\section*{Office hours: what norm conservation fixes}

\textbf{Student.} Norm conservation, as Hamann, Schl\"uter and Chiang set it out in 1979, asks that the pseudo-orbital hold the same charge inside the core radius as the all-electron orbital. I see why that gets the electrostatics right outside the core. The claim that it also improves the scattering at other energies looks like a second property smuggled in under the first.

\textbf{Lecturer.} It is the same property, and one Wronskian shows it. I use Rydberg atomic units: $\hbar=2m=1$, lengths in bohr, energies in Ry. The $s$-wave function $u(r)=r\,\psi(r)$ obeys
\begin{equation}
-u''+V(r)\,u=\varepsilon\,u,\qquad \varepsilon=k^2>0,
\label{eq:radial}
\end{equation}
where a prime on $u$ means $d/dr$. There are three premises. First, $V$ is real, local and independent of $\varepsilon$, with $\int_0^R r|V|\,dr$ finite, which admits a nuclear $-2Z/r$ and finite steps. Second, $V=0$ for $r>R$. Third, $u$ is the regular solution: $u(0)=0$ with $u'(0)$ finite. Outside $R$ any real solution is $A\sin(kr+\delta)$. Continuity of $u$ and $u'$ gives $A^2=u(R)^2+u'(R)^2/k^2$, which cannot vanish for a nontrivial solution, so we divide by $A$ and have
\begin{equation}
u(r)=\sin\big(kr+\delta(k)\big),\qquad r\ge R .
\label{eq:outside}
\end{equation}
The regular solution depends smoothly on $\varepsilon$, so for $k>0$ we can choose $\delta(k)$ continuous and differentiable. I write $\phi=kR+\delta$.

\textbf{Student.} Fixing the amplitude to one at each energy is a choice. Will the result not depend on it?

\textbf{Lecturer.} The choice is what gives the word ``norm'' a meaning for a scattering state: it is the weight inside $R$ relative to the squared amplitude outside. Take two energies $\varepsilon_1=k_1^2$ and $\varepsilon_2=k_2^2$ with solutions $u_1,u_2$. From Eq.~\eqref{eq:radial}, $u_i''=(V-\varepsilon_i)u_i$, so
\begin{equation}
\frac{d}{dr}\big(u_1'u_2-u_1u_2'\big)=u_1''u_2-u_1u_2''=(\varepsilon_2-\varepsilon_1)\,u_1u_2 .
\label{eq:wronskian}
\end{equation}
The potential has cancelled, by the first premise. Integrate from $0$ to $R$. At the origin both $u_i$ vanish and both $u_i'$ are finite, so the lower limit gives nothing; at a finite step of $V$ the bracket is continuous. Hence
\begin{equation}
(\varepsilon_2-\varepsilon_1)\int_0^R u_1u_2\,dr=\big[u_1'u_2-u_1u_2'\big]_{r=R}.
\label{eq:green}
\end{equation}
Both sides are bilinear in $u_1$ and $u_2$. Any other amplitudes would multiply both sides by $A_1A_2$, so nothing hangs on the choice.

\textbf{Student.} And the right side needs only the outer form.

\textbf{Lecturer.} Yes. With Eq.~\eqref{eq:outside} it is $k_1\cos\phi_1\sin\phi_2-k_2\sin\phi_1\cos\phi_2$. Expand $\sin(\phi_2-\phi_1)$ and $\sin(\phi_1+\phi_2)$ and compare the coefficients of the two products:
\begin{equation}
k_1\cos\phi_1\sin\phi_2-k_2\sin\phi_1\cos\phi_2=\frac{k_1+k_2}{2}\sin(\phi_2-\phi_1)-\frac{k_2-k_1}{2}\sin(\phi_1+\phi_2).
\end{equation}
Divide by $\varepsilon_2-\varepsilon_1=(k_2-k_1)(k_1+k_2)$:
\begin{equation}
\int_0^R u_1u_2\,dr=\frac{\sin(\phi_2-\phi_1)}{2(k_2-k_1)}-\frac{\sin(\phi_1+\phi_2)}{2(k_1+k_2)} .
\label{eq:two}
\end{equation}
This is exact for any pair of positive energies. Let $k_2\to k_1=k$. Since $\phi_2-\phi_1=(R+d\delta/dk)(k_2-k_1)$ to first order, the first term tends to $(R+d\delta/dk)/2$, and
\begin{equation}
N(k)\equiv\int_0^R u^2\,dr=\frac12\Big(R+\frac{d\delta}{dk}\Big)-\frac{\sin 2(kR+\delta)}{4k}.
\label{eq:main}
\end{equation}
Two checks. With no potential, $\delta=0$ and the right side is $R/2-\sin(2kR)/4k$, the integral of $\sin^2kr$. For a hard sphere of radius $R$, $\delta=-kR$ and both sides vanish. The equation contains only $k$, so it reads the same in Hartree units.

\textbf{Student.} So equal norm means equal $d\delta/dk$.

\textbf{Lecturer.} With one condition that must not be dropped. Solved for the slope, Eq.~\eqref{eq:main} is
\begin{equation}
\frac{d\delta}{dk}=2N-R+\frac{\sin2\phi}{2k},
\label{eq:slope}
\end{equation}
which involves $\phi$ as well as $N$. A pseudopotential is first built so that at a reference $k_0$ its outer function equals the all-electron one up to sign, $\delta_{\rm ps}(k_0)=\delta_{\rm ae}(k_0)-n\pi$, where $n$ is the number of nodes removed. Then $\sin2\phi$ is common to both, and subtracting gives
\begin{equation}
\frac{d\delta_{\rm ps}}{dk}-\frac{d\delta_{\rm ae}}{dk}\bigg|_{k_0}=2\,(N_{\rm ps}-N_{\rm ae}).
\label{eq:diff}
\end{equation}
Given the matched phase, equal norm and equal slope imply each other. The phase error away from $k_0$ is then of second order in $k-k_0$; without norm conservation it is of first order, with twice the norm mismatch as coefficient.

\textbf{Student.} The papers plot logarithmic derivatives, not phase shifts.

\textbf{Lecturer.} It is the same statement. Let $L=u'(R)/u(R)$ and divide Eq.~\eqref{eq:green} by $u_1(R)u_2(R)$. The right side becomes $L_1-L_2$, and in the limit
\begin{equation}
-\frac{dL}{d\varepsilon}=\frac{1}{u(R)^2}\int_0^R u^2\,dr .
\label{eq:log}
\end{equation}
In Hartree units the right side carries a factor 2. This form never used the outer solution. Putting $L=k\cot\phi$, $u(R)=\sin\phi$ and $d\varepsilon=2k\,dk$ into it gives $-\cot\phi+k\,(d\phi/dk)/\sin^2\phi=2kN/\sin^2\phi$, which is Eq.~\eqref{eq:main} again. The phase form stays finite when $u(R)=0$, where $L$ has a pole.

\textbf{Student.} Where do Friedel and Wigner come in?

\textbf{Lecturer.} Friedel through counting states. Enclose the scatterer in a large sphere of radius $\Lambda$ with $u(\Lambda)=0$. The allowed $k$ obey $k\Lambda+\delta=j\pi$ with integer $j$, so there are $(\Lambda+d\delta/dk)/\pi$ states per unit $k$. Equation~\eqref{eq:main} holds for any radius beyond the range of $V$; at $\Lambda$ its sine vanishes, and each state has total norm $(\Lambda+d\delta/dk)/2$. The fraction inside $R$ is $N$ over that total, so the $s$ states put $2N/\pi$ electrons per spin and per unit $k$ inside $R$. Subtract the free value and fill the continuum up to $k_F$:
\begin{equation}
\Delta n(R)=\frac{\delta(k_F)-\delta(0)}{\pi}-\frac{1}{2\pi}\int_0^{k_F}\frac{\sin2(kR+\delta)-\sin2kR}{k}\,dk .
\label{eq:friedel}
\end{equation}
Barring a state exactly at zero energy, Levinson's theorem gives $\delta(0)=n_b\pi$ with $n_b$ bound $s$ states, on the branch where $\delta$ vanishes at high energy, and $\delta-n_b\pi$ is linear in $k$ near threshold. The integrand is then $\sin 2kR$ and $\cos 2kR$ times bounded functions of $k$, so the integral dies away as the counting radius grows. Adding the $n_b$ bound electrons leaves $\delta(k_F)/\pi$ per spin, the $s$ term of the Friedel sum. Norm conservation is its differential form: the pseudo-atom displaces as much charge per unit energy at $k_0$ as the real one.

\textbf{Student.} And the bound?

\textbf{Lecturer.} $N\ge0$, and $N>0$ unless the wave is shut out of the whole sphere. With $\sin2\phi\ge-1$, Eq.~\eqref{eq:slope} gives
\begin{equation}
\frac{d\delta}{dk}\ \ge\ -R+\frac{\sin2\phi}{2k}\ \ge\ -R-\frac{1}{2k}.
\label{eq:wigner}
\end{equation}
This is Wigner's inequality of 1955. Equality in both steps would need $N=0$, which forces $\sin\phi=0$, together with $\sin2\phi=-1$, so the outer bound is never reached.

\textbf{Student.} I do not trust the $1/2k$. The fastest thing a wave can do is bounce off the surface at $R$, and that gives slope $-R$. Anything below looks acausal.

\textbf{Lecturer.} Make the argument precise. Split the sine into $e^{\mp i(kr+\delta)}$, multiply by $e^{-i\varepsilon t}$ and ask for stationary phase in $k$, with group velocity $v=d\varepsilon/dk=2k$. The incoming peak is at radius $r$ at $t=-(r+d\delta/dk)/v$ and the outgoing one at $t=+(r+d\delta/dk)/v$. Extrapolated to $r=R$, the round trip takes $2(R+d\delta/dk)/v$, and you want this to be non-negative. But near $R$ the two waves overlap and interfere, and a peak cannot be located to better than about $1/k$. The quantity that is truly non-negative is the probability inside, $N$, and Eq.~\eqref{eq:main} says that it differs from a quarter of your round-trip length $2(R+d\delta/dk)$ by the interference term. For $kR\gg1$ your bound is recovered; for a pseudopotential core $kR$ is of order one. The $1/2k$ cannot be improved either, as one of the models below shows.

\textbf{Student.} Then give me numbers, for lithium. But Li$^+$ has a Coulomb tail, so the second premise fails.

\textbf{Lecturer.} Generation is done in the screened potential, and for a neutral atom in the local-density approximation that potential falls off exponentially. I replace it by a square well, $V=-V_0$ for $r<R$, which plays the all-electron atom. Typical local-density $s$ levels of Li are about $-3.8$ Ry for $1s$ and $-0.21$ Ry for $2s$, and the shallow one governs the low-energy $s$ scattering. A bound state at $-\kappa^2$ has $u=\sin Kr$ inside with $K^2=V_0-\kappa^2$ and $e^{-\kappa r}$ outside, so $K\cot KR=-\kappa$. I assume $R=2.2$ bohr, chosen to place the lower level near its input; the $2s$ condition on the branch $3\pi/2<KR<2\pi$ then gives $V_0=5.20$ Ry. With these two values the levels are $-3.81$ and $-0.210$ Ry, by construction and not as a test. Everything that follows belongs to this model, and I carry unrounded intermediates.

\textbf{Student.} At which energy?

\textbf{Lecturer.} An assumed reference $k_0=0.5$ bohr$^{-1}$, that is $0.25$ Ry or $3.4$ eV. One formula serves all our wells. If $u=B\sin K(r-c)$ on $c<r<R$, with width $w=R-c$ and $K^2=k^2+W$ for depth $W$, then $L=K\cot Kw$ and $\int u^2dr=B^2\,[w/2-\sin Kw\cos Kw/2K]$. Dividing by $u(R)^2=B^2\sin^2Kw$ and using $1/\sin^2=1+\cot^2$,
\begin{equation}
\frac{N}{\sin^2\phi}=\frac{w}{2}\Big(1+\frac{L^2}{K^2}\Big)-\frac{L}{2K^2},\qquad \cot\phi=\frac{L}{k}.
\label{eq:well}
\end{equation}
For the deep well $c=0$ and $W=V_0$, so $K=2.3345$ bohr$^{-1}$ and $KR=5.136$. There is one node, at $\pi/K=1.346$ bohr, and $L=-1.0525$ bohr$^{-1}$. Modulo $\pi$, $\phi=2.6981$ and $\delta=1.5981$; on the Levinson branch that starts from $2\pi$, $\delta=4.740$. Then $\sin^2\phi=0.18412$ and $\sin2\phi=-0.7752$. The right side of Eq.~\eqref{eq:well} is $1.4202$ bohr and $N=0.2615$ bohr, against $0.6958$ bohr for a free wave. Equation~\eqref{eq:slope} gives
\begin{equation}
\frac{d\delta}{dk}=2(0.2615)-2.2-0.7752=-2.452\ \text{bohr},
\end{equation}
and differentiating $\delta=-kR+\operatorname{arccot}(L/k)$ directly returns the same value.

\textbf{Student.} That is below $-R$.

\textbf{Lecturer.} By $0.252$ bohr, for a purely attractive well. Your bound fails and Wigner's hold: the inner one of Eq.~\eqref{eq:wigner} is $-2.975$ bohr and the outer one $-3.2$ bohr. The wavelength is $12.6$ bohr, so a quarter of a bohr in the position of a peak has no causal meaning.

\textbf{Student.} Now remove the node.

\textbf{Lecturer.} Model A is the obvious attempt: same radius, shallower well, depth tuned to the same $L$. Solving $K\cot KR=L$ on $\pi/2<KR<\pi$ gives $K=1.0677$ bohr$^{-1}$ and $W=0.890$ Ry. The phase at $k_0$ is right. But Eq.~\eqref{eq:well} with the same negative $L$ and a smaller $K$ gives a larger norm, $N=0.4843$ bohr, and the slope is $-2.007$ bohr. The mismatch is $0.446$ bohr, twice the excess norm, as Eq.~\eqref{eq:diff} demands. One parameter cannot meet two conditions, and the excess says what the second parameter must do: push weight out of the centre. Model B has a hard core of radius $c$ and a well of depth $W$ between $c$ and $R$.

\textbf{Student.} A hard core violates your first premise.

\textbf{Lecturer.} It does, so check the one step it touches. The integral in Eq.~\eqref{eq:green} now starts at $c$, where $u_1=u_2=0$ at every energy, and the lower limit again gives nothing. All results stand. The nodeless phase condition is solved by $w=[\pi/2+\arctan(|L|/K)]/K$. Insert it into Eq.~\eqref{eq:well} and require $1.4202$ bohr: $K=1.4435$ bohr$^{-1}$, $W=1.834$ Ry, $w=1.5246$ bohr and $c=0.675$ bohr. The same family settles the sharpness of the bound. Demand $L=-k$, so that $\sin2\phi=-1$, and let $K\to\infty$: then $w\to0$, $N\to0$, and the slope approaches $-R-1/2k$ as closely as you like at that $k$.

\textbf{Student.} B was fitted at $k_0$. Show me something it was not fitted to.

\textbf{Lecturer.} Two things: the phase at $k=0.6$ bohr$^{-1}$, and the valence level from $K\cot Kw=-\kappa$, which lies $0.46$ Ry below the reference energy. Phases are modulo $\pi$.
\begin{center}
\begin{tabular}{lccccc}
\hline
 & $\delta(0.5)$ & $N$ (bohr) & $d\delta/dk$ (bohr) & $\delta(0.6)$ & level (Ry)\\
\hline
deep well & 1.5981 & 0.2615 & $-2.452$ & 1.362 & $-0.210$\\
A, phase only & 1.5981 & 0.4843 & $-2.007$ & 1.411 & $-0.114$\\
B, norm-conserving & 1.5981 & 0.2615 & $-2.452$ & 1.363 & $-0.229$\\
\hline
\end{tabular}
\end{center}
At $k=0.6$ the phase error of A against the exactly solved deep well is about $0.05$ rad, of which the linear term of Eq.~\eqref{eq:diff} supplies $0.045$. For B it is $0.0009$ rad. The level is off by $0.095$ Ry in A and by $0.019$ Ry in B.

\textbf{Student.} So B still misses.

\textbf{Lecturer.} Norm conservation fixes one derivative. Scale $u$ so that $u(R)=1$ and differentiate Eq.~\eqref{eq:log}: $d^2L/d\varepsilon^2=-2\int_0^Ru\,\partial_\varepsilon u\,dr$, which depends on the inner shape and is not constrained. Equation~\eqref{eq:two} points to the extension: if the phases are to match at two energies with amplitude-one functions, the cross overlap must match too. That is the reason why schemes with several reference energies impose conditions on the whole overlap matrix.

\textbf{Student.} How far does all this reach beyond a toy?

\textbf{Lecturer.} Go through the premises. Equations~\eqref{eq:main} and \eqref{eq:wigner} are exact for $l=0$, $k>0$ and any radius at or beyond the range of $V$; the bound is strongest at the smallest such radius, and its outer form is empty as $k\to0$. If $V$ has a short-ranged tail shared by both potentials, apply Eq.~\eqref{eq:main} at a radius where the tail is negligible: the two functions coincide between the core radius and that radius, so Eq.~\eqref{eq:diff} survives with norms taken over the core alone, while the bound must use the larger radius. With a Coulomb tail, a bound reference state or $l>0$, the sine is the wrong outer function and Eq.~\eqref{eq:main} must be redone with the proper one, but Eq.~\eqref{eq:log} holds unchanged, because the tail never entered and a centrifugal term cancels in Eq.~\eqref{eq:wronskian} just as $V$ does. A nonlocal potential is allowed if its kernel is real, symmetric, energy-independent and confined to $r<R$, since its two contributions then cancel after integration over the sphere. If $V$ depends on energy, the right side of Eq.~\eqref{eq:wronskian} gains $(V_1-V_2)u_1u_2$ and the weight becomes $u^2(1-\partial V/\partial\varepsilon)$, which need not be positive. In ultrasoft and PAW schemes $\varepsilon$ multiplies an overlap operator $S$, and $N$ is replaced by the $S$-weighted norm: the smooth function may lack weight as long as the augmentation restores it. Finally, $V$ was frozen throughout. The theorem concerns transfer in energy within one potential and says nothing about a change of screening or about core relaxation.

\textbf{Student.} And may I quote $-2.452$ bohr for lithium?

\textbf{Lecturer.} No, it is the model's. The screened potential of the atom reaches well beyond $2.2$ bohr, and the well compresses it. The mean radius of the model's $2s$ state is $2.2$ bohr, a little more than half of the typical value of about $3.9$ bohr for Li, so the model's valence state is much too compact, and its phases and slopes cannot be read as those of the atom. Scattering of a real electron by a Li atom also involves exchange and a long polarisation tail that the well lacks. What carries over is Eq.~\eqref{eq:diff}: at matched phase, every bohr of excess norm in the core costs two bohr in $d\delta/dk$.